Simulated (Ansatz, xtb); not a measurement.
Two isomers of C2H6ClF3Si2

We compare X, `FC(F)(F)[Si@H](Cl)C[SiH3]`, a singlet, with Y, `C[Si@]([SiH3])(Cl)C(F)(F)F`, a singlet. Both are isolated molecules in the gas phase, relaxed with B3LYP-D3(BJ)/def2-SVP; each stands in its lowest conformer found.

Quicker runs give these differences E(Y) − E(X): GFN2-xTB +4.95 kcal/mol; HF/STO-3G −7.19 kcal/mol (at GFN2-xTB geometries); r2SCAN-D4/def2-SVP −0.81 kcal/mol (at GFN2-xTB geometries).

Q: Which of the two would you expect CCSD(T)/def2-SVP + ΔMP2/def2-TZVPP electronic energies to favour?

A: Too close to call at this level: CCSD(T)/def2-SVP + ΔMP2/def2-TZVPP gives E(Y) − E(X) = +0.30 kcal/mol.

How the difference moves with the method:

```
                             level               geometry  E(Y) − E(X) (kcal/mol)  departure from the last row (kcal/mol)  job, with rough time for the two
                          GFN2-xTB               GFN2-xTB                     +4.95                                   +4.66               optimisation, 0.3 s
                         HF/STO-3G               GFN2-xTB                     −7.19                                   −7.49              single point, 0.82 s
                r2SCAN-D4/def2-SVP               GFN2-xTB                     −0.81                                   −1.11               single point, 8.7 s
             B3LYP-D3(BJ)/def2-SVP  B3LYP-D3(BJ)/def2-SVP                     −0.60                                   −0.90                optimisation, 96 s
                       HF/def2-SVP  B3LYP-D3(BJ)/def2-SVP                     +1.56                                   +1.26           part of the CCSD(T) run
                      MP2/def2-SVP  B3LYP-D3(BJ)/def2-SVP                     +1.57                                   +1.27           part of the CCSD(T) run
                  CCSD(T)/def2-SVP  B3LYP-D3(BJ)/def2-SVP                     +0.42                                   +0.12                      single point
CCSD(T)/def2-SVP + ΔMP2/def2-TZVPP  B3LYP-D3(BJ)/def2-SVP                     +0.30                                                     single point, 3.2 min
```

As drawn, Y has 1 Si–Si, 1 C–H in place of 1 C–Si, 1 Si–H.

The largest departure from CCSD(T)/def2-SVP + ΔMP2/def2-TZVPP is that of HF/STO-3G, 7.49 kcal/mol. The last row adds to CCSD(T) the change of the MP2 difference between the two basis sets, here −0.12 kcal/mol.

With thermal terms from frequencies at re-optimised GFN2-xTB minima (ideal gas, soft modes damped towards free rotors, one conformer each, 298.15 K, 1 atm): on the last row, ΔE + ΔZPE = +1.15, ΔH = +1.75, ΔG = +0.25 kcal/mol.

The correlated steps freeze 20 core orbitals. Codes used: Ansatz 0.2.0, xtb 6.7.1; the last row on 4 threads of Arm Neoverse N1 on a shared host.

The two isomers are practically degenerate, and neither the electronic energies nor the free energy supports a firm preference. The bond exchange explains why: Y gains a strong C–H bond but has a weaker Si–Si bond, while X keeps the stronger C–Si bond at the price of a weaker Si–H bond. These contributions largely cancel, so small errors in describing either pair can reverse the order.

The strong preference of HF/STO-3G for Y disappears at HF/def2-SVP, which points mainly to the inflexible minimal basis, poorly suited to polarised bonds at silicon, rather than to missing correlation. MP2 barely changes the Hartree–Fock difference, so second-order correlation contributes almost equally to both isomers.

Zero-point energy shifts the balance towards X, as expected when a stiff C–H stretch replaces a softer Si–H stretch. Entropy then offsets most of the enthalpic preference for X, probably because Y has softer torsions and bends around its long Si–Si bond. Near-equal energies do not imply easy interconversion, which would require breaking and remaking strong bonds.
